**Size and energy of the 3p1/2 orbital in nine +4 ions**

The table holds the orbital energy, mean radius and mean squared radius of 3p1/2 for ions of groups 17, 18 and 1, from Dirac-Coulomb Hartree-Fock calculations averaged over the configuration. The program converts radius and energy separately into hydrogen-like nuclear charges, with and without relativity, and defines an energy offset from their difference. Straight lines through each set of three neighbouring ions show how these charges rise with Z. The radius charge rises by about 0.7 per proton while 3p is filling and by about 1 within each of the two heavier sets. The energy charge is smaller in every row, so one charge cannot describe both quantities. Slater's screening constants, inserted into the hydrogen-like radius, miss it by about 4 to 15%.

Atomic ions of charge +4, calculated with the B-spline radial atomic code, version 1, using all-electron four-component Dirac-Coulomb Hartree-Fock at the radial basis limit and a Fermi nucleus. Each ion is treated as spherical, with open shells averaged over the listed nl configuration.

## Program and output

```python
# Table: 3p1/2 orbital energy, <r>, <r^2> of +4 ions (groups 17, 18, 1); B-spline radial code,
# Dirac-Coulomb Hartree-Fock, configuration average, Fermi nucleus.
# Tested: hydrogenic charge from energy vs radius, offset V0, one-charge model, Slater's rules.
T = {
    'ion': ['K4+', 'Rb4+', 'Cs4+', 'Cl4+', 'Br4+', 'I4+', 'Ar4+', 'Kr4+', 'Xe4+'],
    'Z': [19, 37, 55, 17, 35, 53, 18, 36, 54],
    'N': [15, 33, 51, 13, 31, 49, 14, 32, 50],
    'configuration': ['[Ne] 3s2 3p3', '[Ar] 3d10 4s2 4p3', '[Kr] 4d10 5s2 5p3', '[Ne] 3s2 3p1', '[Ar] 3d10 4s2 4p1', '[Kr] 4d10 5s2 5p1', '[Ne] 3s2 3p2', '[Ar] 3d10 4s2 4p2', '[Kr] 4d10 5s2 5p2'],
    'energy': [-2.93461, -11.7243, -41.8643, -2.46634, -9.70026, -37.0113, -2.69827, -10.6895, -39.3975],  # hartree
    'mean_radius': [1.2452, 0.50938, 0.28779, 1.4521, 0.55496, 0.30302, 1.3406, 0.53124, 0.29523],  # bohr
    'mean_r_squared': [1.7914, 0.30283, 0.096228, 2.4243, 0.36009, 0.10668, 2.0714, 0.32965, 0.10127],  # bohr²
}
import numpy as np
from scipy.constants import alpha as a, physical_constants as pc
from scipy.optimize import brentq
eV = pc['Hartree energy in eV'][0]
o = np.argsort(T['Z']); ion = [T['ion'][i] for i in o]
Z, N, e, r, r2 = [np.array(T[k], float)[o] for k in ('Z', 'N', 'energy', 'mean_radius', 'mean_r_squared')]
def dirac(z, k=1):  # point-nucleus n=3 energy and <r>
    g = np.sqrt(k*k-(z*a)**2); nr = 3-abs(k); M = np.sqrt((nr+g)**2+(z*a)**2)
    return ((g+nr)/M-1)/a**2, ((g+nr)*(3*M*M-k*k)-k*M)/(2*z*M)
ZEn, Zrn = np.sqrt(-18*e), 12.5/r
ZE = np.array([brentq(lambda z: dirac(z)[0]-x, 1, 100) for x in e])
Zr = np.array([brentq(lambda z: dirac(z)[1]-x, 1, 100) for x in r])
eH = dirac(Zr)[0]; V0 = e-eH; shape = r2/r**2
fl = Zr*0.5*10**(np.floor(np.log10(r))-4)/r
sS = 2+8*0.85+0.35*np.minimum(N-11, 7); rS = dirac(Z-sS)[1]
print('ion ZE_nr Zr_nr | Dirac: ZE Zr Z-ZE Z-Zr ZE/Zr | Z-Zr_nr | rounding in Zr')
for i in range(9):
    print(f'{ion[i]} {ZEn[i]:.3f} {Zrn[i]:.3f} | {ZE[i]:.3f} {Zr[i]:.3f} {Z[i]-ZE[i]:.3f} {Z[i]-Zr[i]:.3f} {ZE[i]/Zr[i]:.3f} | {Z[i]-Zrn[i]:.3f} | {fl[i]:.4f}')
print('ion e_H(Zr)/Eh err% V0/Eh V0*r V0*r/(N-11) V0/|e_H| | r2/r^2 (H nr 1.152) | Slater sigma, r err%')
for i in range(9):
    print(f'{ion[i]} {eH[i]:.2f} {100*(eH[i]/e[i]-1):+.0f} {V0[i]:.2f} {V0[i]*r[i]:.2f} {V0[i]*r[i]/(N[i]-11):.2f} {-V0[i]/eH[i]:.3f} | {shape[i]:.4f} | {sS[i]:.2f} {100*(rS[i]/r[i]-1):+.1f}')
sl = []
for t in range(3):
    s = slice(3*t, 3*t+3); p = np.polyfit(Z[s], Zr[s], 1); q = np.polyfit(Z[s], ZE[s], 1)
    sl.append(p[0]); res = np.abs(Zr[s]-np.polyval(p, Z[s])).max()
    print(f'{ion[3*t]}-{ion[3*t+2]}: dZr/dZ {p[0]:.3f} (nr {np.polyfit(Z[s], Zrn[s], 1)[0]:.3f}, max res {res:.4f}) dZE/dZ {q[0]:.3f}')
    print(f'  steps e/Eh {np.round(np.diff(e[s]), 3)} V0/Eh {np.round(np.diff(V0[s]), 3)} r % {np.round(100*np.diff(r[s])/r[s][:-1], 2)}')
for j in range(3):
    f = lambda x: np.round([x[j+3]/x[j], x[j+6]/x[j+3]], 2)
    print(f'down group of {ion[j]}: ratios Z {f(Z)} e {f(e)} 1/r {f(1/r)}')
print(f'closed rows Z-Zr (Dirac): mean {np.mean((Z-Zr)[3:]):.2f}, range {np.ptp((Z-Zr)[3:]):.2f}; nr range {np.ptp((Z-Zrn)[3:]):.2f}')
# further outputs of the same runs, order Br4+, Kr4+, Rb4+
ir = np.array([2.488371, 2.601682, 2.715918])        # <1/r> 3p1/2
w = np.array([7.139697e-4, 7.790398e-4, 8.472915e-4])  # small-component weight 3p1/2
e32 = np.array([-9.434386, -10.38209, -11.37044]); r32 = np.array([0.5646538, 0.5409435, 0.5191039])
i4s = np.array([0.8587776, 0.9108485, 0.9627363])
i4p = (np.array([0.7666468, 0.8167473, 0.8666453])+2*np.array([0.7553747, 0.8035445, 0.8513403]))/3
out = 2*i4s+(N[3:6]-30)*i4p; K = 2*w/a**2
zso = lambda d: (108*d/a**2)**0.25   # hydrogenic 3p fine structure
for j in range(3):
    i = j+3; d = e32[j]-e[i]
    print(f'{ion[i]}: Z(1/r) {9*ir[j]:.2f} kinetic~{K[j]:.1f} Eh Z(kin) {np.sqrt(18*K[j]):.2f} split {d:.3f} Eh Z(so) {zso(d):.1f}')
    print(f'  4s4p bound {out[j]:.2f} Eh = {100*out[j]/V0[i]:.0f}% of V0, rest {V0[i]-out[j]:.2f} Eh; r3/2 vs r1/2 {100*(r32[j]/r[i]-1):+.2f}%, Dirac at Zr {100*(dirac(Zr[i], -2)[1]/r[i]-1):+.2f}%')
for j in range(2):
    fr = -ir[j]+i4p[j]; de = e[j+4]-e[j+3]
    print(f'{ion[j+3]}->{ion[j+4]}: proton {-ir[j]:.2f} + 4p bound {i4p[j]:.2f} = {fr:.2f}, actual {de:.2f}, gap {de-fr:.2f} Eh')
# further outputs, order Cl4+, Ar4+, K4+ (eV): minus highest level (taken as 3p3/2), delta-SCF IE, semi-empirical IE
hi = [66.91708, 73.15593, 79.49645]; ie = [66.73266, 72.82338, 79.02339]; ref = [67.68, 74.84, 82.66]
for j in range(3):
    d = -e[j]*eV-hi[j]
    print(f'{ion[j]}: -e {-e[j]*eV:.2f} eV, split {d:.3f} eV Z(so) {zso(d/eV):.1f}, dSCF {ie[j]:.2f}, dSCF-ref {ie[j]-ref[j]:+.2f} eV, n* (charge 5) {5/np.sqrt(-2*e[j]):.2f}')
rat = ZE/Zr
assert np.all(Zr > ZE)
assert sl[0] < 0.8 and 0.9 < sl[1] < 1.1 and 0.9 < sl[2] < 1.1
assert rat[3:6].max() < min(rat[:3].min(), rat[6:].min())
assert np.all(np.abs(shape/1.152-1) < 0.02)
```

Running it gives:

```
ion ZE_nr Zr_nr | Dirac: ZE Zr Z-ZE Z-Zr ZE/Zr | Z-Zr_nr | rounding in Zr
Cl4+ 6.663 8.608 | 6.661 8.598 10.339 8.402 0.775 | 8.392 | 0.0003
Ar4+ 6.969 9.324 | 6.967 9.311 11.033 8.689 0.748 | 8.676 | 0.0003
K4+ 7.268 10.039 | 7.265 10.023 11.735 8.977 0.725 | 8.961 | 0.0004
Br4+ 13.214 22.524 | 13.198 22.345 21.802 12.655 0.591 | 12.476 | 0.0002
Kr4+ 13.871 23.530 | 13.853 23.326 22.147 12.674 0.594 | 12.470 | 0.0002
Rb4+ 14.527 24.540 | 14.507 24.308 22.493 12.692 0.597 | 12.460 | 0.0002
I4+ 25.811 41.251 | 25.696 40.176 27.304 12.824 0.640 | 11.749 | 0.0007
Xe4+ 26.630 42.340 | 26.504 41.179 27.496 12.821 0.644 | 11.660 | 0.0007
Cs4+ 27.451 43.434 | 27.313 42.184 27.687 12.816 0.647 | 11.566 | 0.0007
ion e_H(Zr)/Eh err% V0/Eh V0*r V0*r/(N-11) V0/|e_H| | r2/r^2 (H nr 1.152) | Slater sigma, r err%
Cl4+ -4.11 +67 1.64 2.39 1.19 0.400 | 1.1497 | 9.50 +14.7
Ar4+ -4.82 +79 2.12 2.85 0.95 0.440 | 1.1526 | 9.85 +14.3
K4+ -5.59 +90 2.65 3.30 0.83 0.475 | 1.1554 | 10.20 +13.9
Br4+ -27.93 +188 18.22 10.11 0.51 0.653 | 1.1692 | 11.25 -6.0
Kr4+ -30.45 +185 19.76 10.50 0.50 0.649 | 1.1681 | 11.25 -5.9
Rb4+ -33.09 +182 21.37 10.88 0.49 0.646 | 1.1671 | 11.25 -5.7
I4+ -91.68 +148 54.67 16.57 0.44 0.596 | 1.1618 | 11.25 -4.0
Xe4+ -96.43 +145 57.03 16.84 0.43 0.591 | 1.1619 | 11.25 -3.9
Cs4+ -101.31 +142 59.45 17.11 0.43 0.587 | 1.1618 | 11.25 -3.8
Cl4+-K4+: dZr/dZ 0.712 (nr 0.715, max res 0.0007) dZE/dZ 0.302
  steps e/Eh [-0.232 -0.236] V0/Eh [0.479 0.529] r % [-7.68 -7.12]
Br4+-Rb4+: dZr/dZ 0.982 (nr 1.008, max res 0.0006) dZE/dZ 0.654
  steps e/Eh [-0.989 -1.035] V0/Eh [1.535 1.606] r % [-4.27 -4.11]
I4+-Cs4+: dZr/dZ 1.004 (nr 1.092, max res 0.0005) dZE/dZ 0.808
  steps e/Eh [-2.386 -2.467] V0/Eh [2.361 2.416] r % [-2.57 -2.52]
down group of Cl4+: ratios Z [2.06 1.51] e [3.93 3.82] 1/r [2.62 1.83]
down group of Ar4+: ratios Z [2.  1.5] e [3.96 3.69] 1/r [2.52 1.8 ]
down group of K4+: ratios Z [1.95 1.49] e [4.   3.57] 1/r [2.44 1.77]
closed rows Z-Zr (Dirac): mean 12.75, range 0.17; nr range 0.91
Br4+: Z(1/r) 22.40 kinetic~26.8 Eh Z(kin) 21.97 split 0.266 Eh Z(so) 27.1
  4s4p bound 2.48 Eh = 14% of V0, rest 15.75 Eh; r3/2 vs r1/2 +1.75%, Dirac at Zr +0.50%
Kr4+: Z(1/r) 23.42 kinetic~29.3 Eh Z(kin) 22.95 split 0.307 Eh Z(so) 28.1
  4s4p bound 3.44 Eh = 17% of V0, rest 16.32 Eh; r3/2 vs r1/2 +1.83%, Dirac at Zr +0.55%
Rb4+: Z(1/r) 24.44 kinetic~31.8 Eh Z(kin) 23.93 split 0.354 Eh Z(so) 29.1
  4s4p bound 4.49 Eh = 21% of V0, rest 16.87 Eh; r3/2 vs r1/2 +1.91%, Dirac at Zr +0.60%
Br4+->Kr4+: proton -2.49 + 4p bound 0.76 = -1.73, actual -0.99, gap 0.74 Eh
Kr4+->Rb4+: proton -2.60 + 4p bound 0.81 = -1.79, actual -1.03, gap 0.76 Eh
Cl4+: -e 67.11 eV, split 0.195 eV Z(so) 11.0, dSCF 66.73, dSCF-ref -0.95 eV, n* (charge 5) 2.25
Ar4+: -e 73.42 eV, split 0.268 eV Z(so) 11.9, dSCF 72.82, dSCF-ref -2.02 eV, n* (charge 5) 2.15
K4+: -e 79.85 eV, split 0.358 eV Z(so) 12.8, dSCF 79.02, dSCF-ref -3.64 eV, n* (charge 5) 2.06
```
